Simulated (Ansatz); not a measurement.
**C2H6Cl2Si (dichlorodimethylsilane): the electronic atomisation energy, rung by rung**

C2H6Cl2Si has 11 atoms, charge 0, and is taken as a singlet. SMILES: `C[Si](C)(Cl)Cl`. Geometry: relaxed at PBE0-D4/def2-TZVP.

Quantity: the electronic atomisation energy, in eV. The values are calculated. Electronic energies at fixed atoms, without zero-point motion or spin-orbit coupling.

| level | kind | program | value (eV) | less CCSD(T)/def2-SVP | CPU time (all runs) |
| --- | --- | --- | --- | --- | --- |
| BLYP/def2-SVP | GGA | Ansatz | 40.71 | +1.08 | 16 s |
| r2SCAN/def2-SVP | meta-GGA | Ansatz | 42.08 | +2.45 | 36 s |
| PBE0/def2-SVP | global hybrid | Ansatz | 41.91 | +2.28 | 19 s |
| wB97X/def2-SVP | range-separated hybrid | Ansatz | 41.92 | +2.29 | 60 s |
| B2PLYP/def2-SVP | double hybrid | Ansatz | 40.90 | +1.27 | 26 s |
| PBE-QIDH/def2-SVP | double hybrid | Ansatz | 41.46 | +1.83 | 25 s |
| RPA@PBE/def2-SVP | RPA | Ansatz | 37.85 | -1.78 | 26 s |
| MP2/def2-SVP | perturbation theory | Ansatz | 40.05 | +0.42 | 9.3 s |
| CCSD(T)/def2-SVP | coupled cluster or CI | Ansatz | 39.63 | 0.00 | 66 s |

CCSD(T)/def2-SVP is the highest level here, not the true value. The values span 37.85 to 42.08 eV. CPU times are rough (shared hosts, several kinds of processor): they show what a rung costs within a factor of a few.

All the density functionals, double hybrids included, give a larger atomisation energy than CCSD(T), but this is not evidence that they overbind. Atomisation creates unpaired electrons from bonding pairs, so much of the molecule's extra binding is pair correlation, which a small basis recovers poorly. The coupled-cluster value is therefore probably well below its own basis-set limit, whereas r2SCAN, PBE0 and wB97X, whose correlation does not rely on virtual orbitals, suffer less. Their close agreement, 41.91 to 42.08 eV, may thus lie nearer the true electronic value than 39.63 eV does.

The double hybrids fall below these three, as expected from their perturbative part, but still above BLYP, so the functional itself also matters. RPA is lowest, in line with its known underbinding of covalent molecules, compounded by slow basis convergence. MP2 exceeds CCSD(T) by only 0.42 eV in the same basis, which suggests that higher-order correlation is a modest correction here. The total energies cannot show whether the Si–Cl, Si–C or C–H bonds dominate the differences.
